Worked problem: shot-noise floor of RIN and the RIN-limited SNR of a 4.6 µm QCL link

Statement

A quantum cascade laser at λ = 4.6 µm is attenuated so that a mean power P0 reaches an InAsSb photodiode, which has no internal gain. The power carries a sinusoidal modulation, P(t) = P0 [1 + m cos(2π f_m t)]. The whole photocurrent flows through a load R, and a noiseless amplifier passes a noise bandwidth B centred on f_m.

Inputs, all assumed as typical of such a bench:
  external quantum efficiency η = 0.40
  P0 = 1.0 mW
  excess RIN of the laser, flat near f_m: RIN_exc = −155 dB/Hz
  m = 0.10, f_m = 100 MHz, B = 1.0 MHz
  R = 50 Ω at T = 300 K
  dark current I_d = 20 µA (small-area diode, reverse biased, shunt resistance far above R)
  1/f corner of the RIN, f_c = 1.0 MHz; slowest drift counted as noise, f_min = 1 Hz

Find (a) the shot-noise RIN of the beam and of the photocurrent, (b) the SNR at 1.0 mW, (c) the ceiling at high power, the crossover powers and the power that comes within 1 dB of the ceiling, (d) the size of the neglected terms.

Conventions: spectra are one-sided. RIN is the spectral density of δP/P0 in 1/Hz, quoted as 10 log10(RIN × 1 Hz) in dB/Hz. SNR is a ratio of mean-square currents, so its dB value is also 10 log10. Intermediate values are carried unrounded.

Why the formula holds

Shot-noise floor. Photons arrive at the mean rate Φ = P0/hν. For Poisson statistics the count N in a time τ has var N = ⟨N⟩ = Φτ, so its relative variance is 1/(Φτ). A white one-sided spectrum S averaged over τ has the variance

  ∫0^∞ S [sin(πfτ)/(πfτ)]² df = S/(2τ).

Equating the two gives S = 2/Φ, that is RIN_shot = 2hν/P0. The excess RIN is defined as the total RIN of the beam minus this floor. It is zero for a coherent state and non-negative for classical light; only amplitude-squeezed light goes below the floor.

Loss and detection. If each photon survives independently with probability η, the surviving count M has ⟨M⟩ = η⟨N⟩ and var M = η² var N + η(1 − η)⟨N⟩. Division by ⟨M⟩² gives

  var M/⟨M⟩² = [var N/⟨N⟩² − 1/⟨N⟩] + 1/(η⟨N⟩).

The bracket is the excess part, and loss leaves it unchanged. The floor grows by 1/η. With the mean photocurrent I = ηqP0/hν the detected floor is 2hν/(ηP0) = 2q/I, the shot-noise current density 2qI divided by I².

SNR. The signal current m I cos(2π f_m t) has the mean square m²I²/2. The independent noise densities are RIN_exc I², 2qI and the Johnson noise 4kT/R, all in A²/Hz. Multiplying their sum by B and dividing through by I²:

  SNR = (m²/2) / { B [RIN_exc + 2q/I + 4kT/(R I²)] }.

As I grows the last two terms vanish and SNR → m²/(2 RIN_exc B). This ceiling applies when power is raised by removing attenuation. Raising the drive current changes RIN_exc itself.

Solution

(a) Floors
  hν = hc/λ = 4.318×10⁻²⁰ J = 0.2695 eV
  Φ = 1.0×10⁻³ W / hν = 2.316×10¹⁶ s⁻¹
  2hν/P0 = 8.64×10⁻¹⁷ Hz⁻¹ = −160.6 dB/Hz
  responsivity ηq/hν = 0.40 / 0.2695 V = 1.484 A/W, so I = 1.484 mA
  2q/I = 2.16×10⁻¹⁶ Hz⁻¹ = −156.7 dB/Hz
The detector raises the floor by 10 log10(1/η) = 4.0 dB.

(b) SNR at 1.0 mW
  4kT/R = 3.31×10⁻²² A²/Hz, or 18.2 pA/√Hz
  4kT/(R I²) = 1.50×10⁻¹⁶ Hz⁻¹ = −158.2 dB/Hz
  RIN_exc = 3.16×10⁻¹⁶ Hz⁻¹
  sum of the three terms = 6.83×10⁻¹⁶ Hz⁻¹ = −151.7 dB/Hz
Excess, shot and thermal noise make up 46 %, 32 % and 22 % of the sum. With m²/2 = 0.005,
  SNR = 0.005 / (1.0×10⁶ Hz × 6.83×10⁻¹⁶ Hz⁻¹) = 7.3×10⁶ = 68.6 dB.
In currents, the signal is mI/√2 = 105 µA rms and the noise is 38.8 nA rms.

(c) Ceiling and crossovers
  SNR_max = 0.005 / (3.16×10⁻¹⁶ Hz⁻¹ × 1.0×10⁶ Hz) = 1.58×10⁷ = 72.0 dB,
which is 3.3 dB above the value at 1.0 mW.

Shot noise equals thermal noise at I = 2kT/(qR) = 51.7 mV / 50 Ω = 1.03 mA, or P0 = 0.70 mW. Shot noise equals excess noise at I = 2q/RIN_exc = 1.01 mA, or P0 = 0.68 mW. Shot noise is the largest term only for currents above the first value and below the second. That window exists if RIN_exc < q²R/(kT) = 3.10×10⁻¹⁶ Hz⁻¹ = −155.1 dB/Hz. The assumed laser just fails the condition, so the model passes from thermal-limited to RIN-limited operation with no shot-limited range. The near equality of the two currents is an accident of the inputs.

Write a = RIN_exc, b = 2q, g = 4kT/R. The shot-noise share of the total is b/(aI + b + g/I). It peaks at I = √(g/a) = 1.02 mA, where it equals b/(b + 2√(ag)) = 33 %.

To be 1 dB below the ceiling, b/I + g/I² must equal d = (10^0.1 − 1)a = 0.259 a = 8.19×10⁻¹⁷ Hz⁻¹. The positive root of dI² − bI − g = 0 is
  I = [b + √(b² + 4dg)]/(2d) = 4.76 mA, or P0 = 3.2 mW.

  P0 (mW)   I (mA)    2q/I (dB/Hz)   thermal (dB/Hz)   SNR (dB)
  0.01      0.0148    −136.7         −118.2            35.2
  0.1       0.148     −146.7         −138.2            54.6
  1         1.48      −156.7         −158.2            68.6
  10        14.8      −166.7         −178.2            71.7

The first decade of power buys almost 20 dB, as expected for SNR ∝ I². The last decade buys 3.0 dB.

(d) Neglected terms

Dark current adds 2qI_d = 6.4×10⁻²⁴ A²/Hz. This is 1.9 % of the Johnson term and 0.4 % of the total noise at 1.0 mW.

A real amplifier, or a diode whose shunt resistance is comparable with R, enlarges the thermal term. If that term is doubled (a noise figure near 3 dB, or a 50 Ω shunt at 300 K), the sum becomes 8.33×10⁻¹⁶ Hz⁻¹ and the SNR at 1.0 mW falls by 0.9 dB to 67.8 dB. The ceiling does not move.

If the excess noise multiplies the modulated power, as it does behind an external modulator, the current is I[1 + m cos(2π f_m t)][1 + δ(t)]. The product term shifts each noise component by ±f_m with half the amplitude, and adds (m²/4)[RIN(|f − f_m|) + RIN(f + f_m)] at frequency f. For white noise this is a fraction m²/2, or 0.5 %, of RIN_exc. The first term also brings the low-frequency noise into the band. With a 1/f part RIN_exc f_c/f, integrated over both sides of the carrier from f_min to B/2, the added noise relative to RIN_exc B is
  (m²/2)(f_c/B) ln[B/(2 f_min)] = 0.005 × 1 × 13.1 = 0.066.
This lowers the ceiling by 0.3 dB. The added noise scales as m², like the signal, so it sets a second limit that no increase of m can lift: 1/[RIN_exc f_c ln(B/(2 f_min))] = 83.8 dB.

Extracting RIN_exc from a spectrum

A spectrum analyser reading normalised to I² would be −151.7 dB/Hz in this model. Removing the thermal part, found with the beam blocked, leaves 5.32×10⁻¹⁶ Hz⁻¹. The floor to subtract next is 2q/I from the DC photocurrent. Subtracting the optical floor 2hν/P0 by mistake leaves 4.46×10⁻¹⁶ Hz⁻¹ and overstates RIN_exc by 1.5 dB.

Status of the numbers

The values 68.6 dB and 72.0 dB belong to the model, not to a particular laser and detector. As typical knowledge and not as a measurement: a real bench usually falls a few dB below them, because amplifier and current-driver noise add in, fast InAsSb diodes tend to compress at powers of the order of a milliwatt (which makes the 3.2 mW result and the 10 mW row extrapolations of a linear detector), and QCL excess RIN spans roughly −140 to −160 dB/Hz with bias and frequency. The ceiling follows RIN_exc one dB for one dB, so that input has to be determined for the laser in use at the frequency f_m.